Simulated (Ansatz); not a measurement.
# Al₂Pt: Boltzmann equation against the high-temperature formula (computed with Ansatz 0.2.0)

Space group Fm-3m (No. 225), 3 atoms in the cell of the first input below: a = 4.203 Å, b = 4.203 Å, c = 4.203 Å, α = 60.00°, β = 60.00°, γ = 60.00°.

The structure is a measured one, not always of the ambient phase, relaxed without spin–orbit coupling to zero pressure (pressure 0.1 GPa with this functional, without spin–orbit coupling). Functional: PBE.

Input:

```yaml
crystal:
  lattice:
    - [0.0, 2.9721228399, 2.9721228399]
    - [2.9721228399, 0.0, 2.9721228399]
    - [2.9721228399, 2.9721228399, 0.0]
  atoms:
    - { symbol: Al, position: [0.25, 0.25, 0.25] }
    - { symbol: Al, position: [0.75, 0.75, 0.75] }
    - { symbol: Pt, position: [0.0, 0.0, 0.0] }
basis:
  ecutwfc: 420
  ecutrho_ratio: 4
kpoints:
  mp_grid: { grid: [10, 10, 10] }
hamiltonian:
  xc: pbe
scf:
  occupations: { method: methfessel_paxton, width: 0.2 }
output: {}
phonons:
  supercell: [2, 2, 2]
  qpath:
    path:
      - [[0.0, 0.0, 0.0], [0.5, 0.0, 0.5], [0.625, 0.25, 0.625]]
      - [[0.375, 0.375, 0.75], [0.0, 0.0, 0.0], [0.5, 0.5, 0.5], [0.5, 0.25, 0.75], [0.5, 0.0, 0.5]]
    npoints: 6
  electrical_resistivity: { mesh: [20, 20, 20], temperatures: [50, 100, 200, 300, 500] }
  superconductivity: { mesh: [20, 20, 20], eliashberg_equations: false }
```

```bash
ansatz run input.yaml --threads 8 --pin off --max-ram 15360MiB --backend cpu --events-out ev --progress --plain --runs-dir out
```

Time: 100 s on 8 threads of Arm Neoverse V1 (shared host), peak memory 2.8 GiB.

λ_tr,xx from the finest mesh down: 0.388, 0.388, 0.406. The next coarser mesh moves the resistivity at 300 K by 4 % along the axis that moves most.

The run gives λ_tr,xx = 0.388 and a Drude plasma energy ħω_p,xx = 7.83 eV.

Question: Estimate the resistivity along x at 300 K from the high-temperature formula.

Answer: ħ/τ = 2π λ_tr k_B T = 0.0630 eV and ρ = 1/(ε0 ω_p² τ) = 7.64 μΩ cm. The Boltzmann solution gives 7.07 μΩ cm, so the estimate is 8 % high.

```tsv
T (K)	ρ_xx (μΩ cm)	ρ_zz (μΩ cm)	formula, xx	R_H, field along x, y or z (10⁻¹¹ m³/C)
50	0.41	0.41	1.27	23.3
100	1.53	1.53	2.55	18.5
200	4.33	4.33	5.09	14.3
300	7.07	7.07	7.64	13.5
500	12.31	12.31	12.73	13.2
```

At 300 K the next coarser mesh moves R_H by up to 1 %.

At 50 K the solution is 0.32 times the linear formula, and at 500 K 0.97 times. The formula is meant for temperatures above the phonon energies and for bands that vary little within k_B T.

Caveats: no spin-orbit coupling, which matters for these elements; not converged in the fine mesh; small supercell, couplings not converged in it.

The linear formula overestimates the phonon-limited resistivity at every temperature listed, but the gap closes steadily on warming, from a solution at 0.32 times the formula at 50 K to 0.97 times at 500 K. The formula assigns every phonon its classical population. On cooling, the higher-energy modes freeze out, and the long-wavelength phonons that remain deflect electrons only through small angles, which relaxes the current inefficiently. The equal xx and zz values follow from cubic symmetry and are no independent check.

The positive Hall coefficient points to a dominant hole-like response, but in a metal with several bands it isn't a direct carrier count. Its fall from 23.3 to 13.2 probably reflects scattering that varies strongly over the Fermi surface at low temperature and evens out as large-angle processes become available, though sampling of the narrow thermal window may contribute. In a real sample, defect scattering would add a residual resistivity and could also alter the low-temperature Hall coefficient.
